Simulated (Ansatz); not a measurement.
# SbMo: energy above given cell and pressure as volume ratio varies

Results calculated with Ansatz 0.2.0, not measured. Plane-wave density functional theory, PAW datasets, Gaussian smearing 0.05 eV: equation of state, the given cell scaled in volume with shape and atoms relaxed at each volume.

The cell before it is scaled or strained (space group Fm-3m, No. 225):
```
cell vectors (Å)
   0.0000     2.7485     2.7485
   2.7485     0.0000     2.7485
   2.7485     2.7485     0.0000
atoms (fractions of the cell vectors)
Mo  0.50000  0.50000  0.50000
Sb  0.00000  0.00000  0.00000
```

Settings of every row: paw set soft_2; functional r2SCAN; spin treatment none; moment partition spheres; spin axis none; wave cutoff 500 eV; k mesh 10x10x10; symmetry use detected.

Atom hubbard u: 0 on all atoms.

Limits: the cell comes from a prototype or a list of computed structures and needn't be the stable phase.

| row | volume ratio | V (Å³/atom) | energy above given cell (meV per atom) | pressure (GPa) |
| --- | --- | --- | --- | --- |
| 1 | 0.96 | 19.933 | 14.76 | 5.934 |
| 2 | 0.98 | 20.348 | ? | ? |
| 3 | 1 | 20.764 | 0 | 0 |
| 4 | 1.02 | 21.179 | 3.35 | -2.509 |
| 5 | 1.04 | 21.594 | 12.85 | -4.753 |
| 6 | 1.07 | 22.217 | 37.24 | -7.682 |

Question: what energy above given cell and pressure should row 2 give?

Worked fit of energy above given cell. Take u = (V_r/V)^(2/3) − 1 with V_r = 21.179 Å³ an atom, which is twice the finite (Eulerian) strain; such expansions in the strain, on which the Birch-Murnaghan equation of state is built, carry the rest volume and the bulk modulus. The shown rows have u = 0.04125, 0.01328, 0, -0.01285, -0.0314. Least squares give energy above given cell = 3.34 − 494.18 × u + 18679.9 × u² meV per atom; a straight line predicts inner rows, each left out in turn, worse (root mean square 12 against 0.096 meV per atom). The rows lie off it by 0.02, -0.07, 0.01, 0.08, -0.03 (root mean square 0.05 meV per atom). Its lowest point lies at u = 0.0132, or V = 20.77 Å³ an atom, and the curvature there gives the bulk modulus with shape and atoms relaxed, B = (4/9)(1 + u)² E″(u)/V = 132 GPa. The withheld row has u = 0.02704, so the fit gives 3.34 − 494.18 × (0.02704) + 18679.9 × (0.02704)² = 3.64 meV per atom.

The calculation gave 3.54 meV per atom. The fit lies 0.10 meV per atom (2.8 % of the value, 0.27 % of the column's range) above it; its largest miss of a shown row is 0.08 meV per atom.

Worked fit of pressure. Take u = (V_r/V)^(2/3) − 1 with V_r = 21.179 Å³ an atom, which is twice the finite (Eulerian) strain; such expansions in the strain, on which the Birch-Murnaghan equation of state is built, carry the rest volume and the bulk modulus. The shown rows have u = 0.04125, 0.01328, 0, -0.01285, -0.0314. Least squares give pressure = −2.5097 + 181.956 × u + 550.62 × u² GPa; a straight line predicts inner rows, each left out in turn, worse (root mean square 0.35 against 0.0051 GPa). The rows lie off it by 0.001, -0.004, 0.001, 0.004, -0.002. The pressure vanishes at u = 0.0133, or V = 20.76 Å³ an atom, and there the bulk modulus with shape and atoms relaxed is B = −V dP/dV = (2/3)(1 + u) dP/du = 133 GPa. The withheld row has u = 0.02704, so the fit gives −2.5097 + 181.956 × (0.02704) + 550.62 × (0.02704)² = 2.813 GPa.

The calculation gave 2.803 GPa. The fit lies 0.010 GPa (0.073 % of the column's range) above it; its largest miss of a shown row is 0.004 GPa.
